**Speaker.** Three binding energies $b_v=-E_v$, counted from the dissociation limit, are given for rotationless $^7$Li$_2$ in its triplet well. They are made for the exercise and rounded as data are, each with an independent uncertainty of 0.001 meV:

| $v$ | $b_v$ (meV) | $b_v/k_B$ (K) |
|---|---|---|
| 0 | 34.608 | 401.6 |
| 1 | 23.287 | 270.2 |
| 2 | 14.661 | 170.1 |

The model is $V=D[(r_e/r)^{12}-2(r_e/r)^6]$. The reduced mass is the approximate input $\mu=3.5080$ u, so $\hbar^2/2\mu=0.5958$ meV Å$^2$. We want $D$ and $r_e$.

The tool is Dunham's condition of 1932. Put $\psi=\exp[(i/\hbar)\int y\,dr]$ and $p^2=2\mu(E-V)$. The Schrödinger equation becomes the Riccati equation $y^2+(\hbar/i)y'=p^2$. With $y=\sum_n(\hbar/i)^ny_n$,
$$y_0=p,\qquad y_1=-\frac{p'}{2p},\qquad y_2=-\frac{y_1'+y_1^2}{2p}=\frac{p''}{4p^2}-\frac{3p'^2}{8p^3}.$$
Each node of $\psi$ is a pole of $\psi'/\psi$ with residue one. Hence $\oint y\,dr=2\pi\hbar v$ on a counterclockwise contour around both turning points, the branch being that with $\oint p\,dr>0$. The term $y_1=-(p^2)'/4p^2$ has residue $-1/4$ at each turning point and contributes $-\pi\hbar$, which is the $1/2$. Using $p'=-\mu V'/p$,
$$y_2=\left(\frac{p'}{4p^2}+\frac{\mu V'}{24p^3}\right)'-\frac{\mu V''}{24p^3},$$
the derivative drops out on the closed contour, and $\partial_E(1/p)=-\mu/p^3$. Therefore
$$\oint p\,dr-\frac{\hbar^2}{24}\frac{d}{dE}\oint\frac{V''}{p}\,dr+O(\hbar^4)=2\pi\hbar\left(v+\tfrac12\right).$$

**Question.** Where did third order go?

**Speaker.** The odd part of the Riccati equation gives $y_{\rm odd}=-\frac{\hbar}{2i}(\ln y_{\rm even})'$. Only $\ln p$ winds around the contour; the rest expands into single-valued functions, for instance $y_3=-\frac12(y_2/p)'$, and integrates to zero.

**Question.** Is the $\hbar^2$ term ever absent?

**Speaker.** Whenever $\oint V''/p\,dr$ is independent of $E$. For the harmonic oscillator it is $V''$ times the period over $\mu$. For Morse, $w=e^{-a(r-r_e)}=1+s\cos\theta$, with $s^2$ the energy above the minimum over the depth, turns it into a constant times $\int_0^\pi(4w-2)\,d\theta=2\pi$. Lennard-Jones is different.

Set $x=r/r_e$, $U=V/D$, $z=1+E/D$, $\beta^2=2\mu Dr_e^2/\hbar^2$ and $u=x^{-6}=1+\sqrt z\cos\theta$. The two contour integrals, each twice an integral between the turning points, become $2\hbar\beta\,\frac z6\int_0^\pi u^{-7/6}\sin^2\theta\,d\theta$ and $\frac{2D}{\hbar\beta}\int_0^\pi(26u^{7/6}-14u^{1/6})\,d\theta$. Binomial expansion in $\sqrt z\cos\theta$ gives, with $F={}_2F_1$,
$$\beta g(z)-\frac{h(z)}{\beta}=v+\tfrac12,\qquad g=\frac{z}{12}F\!\left(\tfrac7{12},\tfrac{13}{12};2;z\right),$$
$$h=\frac{7}{1728}\left[13F\!\left(\tfrac5{12},\tfrac{11}{12};2;z\right)+5F\!\left(\tfrac{11}{12},\tfrac{17}{12};2;z\right)\right].$$

Now the inversion. A trial $D$ fixes $z_v=1-b_v/D$, and each level returns
$$\beta_v(D)=\frac{n+\sqrt{n^2+4g(z_v)h(z_v)}}{2g(z_v)},\qquad n=v+\tfrac12 .$$
Solving $\beta_0(D)=\beta_1(D)$ gives $z_0=0.1641$, $z_1=0.4375$, with second-order terms $h/\beta=0.00222$ and $0.00251$. Then $r_e=\beta\hbar/\sqrt{2\mu D}$. Repeating with $h=0$ gives the first-order row:

| order | $D$ (meV) | $\beta$ | $r_e$ (Å) | predicted $b_2$ (meV) |
|---|---|---|---|---|
| first | 41.370 | 34.732 | 4.1681 | 14.662 |
| second | 41.400 | 34.751 | 4.1689 | 14.661 |

The well is 480.4 K deep. Levels 0 and 1 are reproduced by construction; only $b_2$ tests anything.

**Question.** Is that root the only one?

**Speaker.** At first order $\beta_0/\beta_1=g(z_1)/3g(z_0)$. Since $dz/dD=(1-z)/D$, its logarithmic derivative is $[\phi(z_1)-\phi(z_0)]/D$ with $\phi=(1-z)g'/g$. Now $12g'=F(\frac7{12},\frac{13}{12};1;z)$, and Euler's transformation gives $12(1-z)g'=(1-z)^{1/3}F(\frac5{12},-\frac1{12};1;z)$. Both factors are positive and decreasing while $g$ increases, so $\phi$ decreases. The ratio thus falls monotonically, from infinity at $D\to b_0$ to $1/3$ at large $D$, and crosses one once. The small $h$ term displaces this simple root slightly. The numbering, however, is an input: calling the two deepest lines $v=1,2$ gives another exact root, at $D\approx57$ meV. One must know that no deeper level was missed. Also, the data fix only $\mu r_e^2$, so $r_e$ inherits half the relative uncertainty of $\mu$.

**Question.** How do errors in the data carry through?

**Speaker.** Linearising about the second-order root, with $\delta b$ in meV,
$$\delta D=1.7\,\delta b_0-0.73\,\delta b_1,\qquad \delta r_e=(-0.35\,\delta b_0+0.43\,\delta b_1)\ \text{Å}.$$
In quadrature, $D$ is uncertain by 0.0018 meV, $r_e$ by 0.0006 Å and the predicted $b_2$ by 0.0016 meV. So $D=41.400(2)$ meV and $r_e=4.1689(6)$ Å. Omitting the $\hbar^2$ term lowers $D$ by 0.030 meV, about 16 times its uncertainty, and $r_e$ by 0.0008 Å, comparable to its uncertainty.

**Question.** Yet both rows predict $b_2$ acceptably. Why can the third level not expose a first-order fit?

**Speaker.** Because the correction is nearly a uniform lift of the low levels. At the bottom $h=7/96$ and $\hbar\omega_e=12D/\beta$, so the lift is $\frac78B_e$ with $B_e=D/\beta^2=0.0343$ meV. That is 0.0300 meV, or 0.35 K. A first-order fit absorbs it by raising the minimum, so a small residual in $b_2$ says little about the bias in $D$. Levels near threshold discriminate differently, since $h$ grows as $(1-z)^{-1/3}$, but there the series itself deteriorates.

**Question.** And fourth order?

**Speaker.** The next term adds to the left of the scaled condition
$$\frac{1}{2880\pi\beta^3}\frac{d^3}{dz^3}\int\frac{7U''^2-5U'U'''}{\sqrt{z-1-U}}\,dx ,$$
taken between the turning points. At the bottom it is $0.042/\beta^3=1.0\times10^{-6}$, which with $\hbar\omega_e=14.3$ meV is $1.4\times10^{-5}$ meV. For all three levels it stays below $10^{-4}$ meV, well under the rounding of the data.

**Question.** Are these then the constants of Li$_2$?

**Speaker.** They are the constants of the Lennard-Jones model behind this exercise. The model ties the curvature, $72D/r_e^2$, and the tail, $C_6=2Dr_e^6$, to the same two numbers. Here $r_e$ is read from vibrational spacings through that imposed shape. With spectra of the real molecule the quoted uncertainties would exclude the inadequacy of the shape, and a rotational constant would give an independent test of $r_e$.